Appendix: the spin factor in the parity effect of a superconducting box

An Al island of volume V is joined to a Cu reservoir by an opaque tunnel junction. With n excess electrons (n = 0 even), gate charge n_g = C_gV_g/e and E_C = e²/2C, the free energy is E_C(n − n_g)² + p_nF, where p_n is 0 for even n and 1 for odd n, and F = −kT ln(Z_odd/Z_even). Step centres lie where neighbouring states are degenerate, at n_g = n + 1/2 ± F/2E_C (upper sign for even n). For F < E_C and kT ≪ E_C the plateau widths are therefore 1 + F/E_C (even) and 1 − F/E_C (odd).

Projecting the BCS quasiparticle occupations on parity gives Z_odd/Z_even = tanh[Σ artanh exp(−E/kT)] ≈ tanh x, where x = Σ exp(−E/kT) runs over orbitals and both spins and E = √(ξ² + Δ²). Let ρ0 be the normal-state density of states per spin. Then Σ → 2ρ0V∫dξ over all real ξ, and E ≈ Δ + ξ²/2Δ gives

x = N_eff exp(−Δ/kT), N_eff = 2ρ0V√(2πΔkT).

For x ≪ 1, F = Δ − kT ln N_eff, which extrapolates to zero at kT* = Δ/ln N_eff(T*).

Inputs, typical or assumed throughout: island 2 μm × 100 nm × 20 nm, so V = 4.0×10⁻²¹ m³; Δ = 200 μeV = 3.204×10⁻²³ J, held constant; Sommerfeld coefficient of Al γ = 135 J m⁻³ K⁻²; C = 0.25 fF, so E_C = 320.4 μeV; T = 0.100 K, so kT = 8.617 μeV and √(2πΔkT) = 1.667×10⁻²³ J.

The wrong attempt (its results are incorrect)

(a) ρ = 3γ/(π²k²) = 2.15×10⁴⁷ J⁻¹ m⁻³.
(b) N_eff = 2ρV√(2πΔkT) = 2.87×10⁴.
(c) F = 111.5 μeV, widths 1.348 and 0.652, T* = 0.218 K.

Symptom

The numbers look plausible, and F → Δ as T → 0 still holds. The counting fails when the gap is closed. Write Σ → gV∫dξ and set Δ = 0, so E = |ξ|. The thermal energy is U = 2gV(kT)²∫₀^∞ u du/(eᵘ + 1) = π²gV(kT)²/6, and the heat capacity per volume is (π²/3)gk²T. Line (b) has g = 2ρ and returns a coefficient of 270 J m⁻³ K⁻², twice the γ it started from.

Faulty line

Line (a) is right, but its ρ already counts both spins: the same calculation shows g = ρ = 2ρ0. Line (b) puts ρ in the place of ρ0 and counts spin twice.

Mended calculation

ρ0 = ρ/2 = 1.08×10⁴⁷ J⁻¹ m⁻³ and N_eff = ρV√(2πΔkT) = 1.44×10⁴. Here x = 1.2×10⁻⁶, so tanh x = x, and the model gives F = 117.5 μeV, widths 1.367 (even) and 0.633 (odd), and, solving self-consistently with N_eff ∝ √T, T* = 0.232 K.

Size of the error

Doubling N_eff lowers F by kT ln 2 = 6.0 μeV, or 5 %. It shrinks the even plateau and widens the odd one by kT ln 2/E_C = 0.019, and lowers T* by 14 mK, or 6 %. The logarithm reduces a factor of 2 to these few per cent, and at a single temperature the slip is indistinguishable from a gap smaller by kT ln 2.

The unexpanded integral is x = 4ρ0VΔK₁(Δ/kT), with K₁ a modified Bessel function. It multiplies N_eff by about 1 + 3kT/8Δ, a 1.6 % rise at 0.100 K, which lowers F by 0.14 μeV; T* falls by 0.8 mK. Both are well below the error. The rounding near T* is not: there x = 1 and F = −kT* ln tanh 1 ≈ 5 μeV, so e-periodicity returns as a crossover, and T* is the intercept of the low-temperature branch of F(T).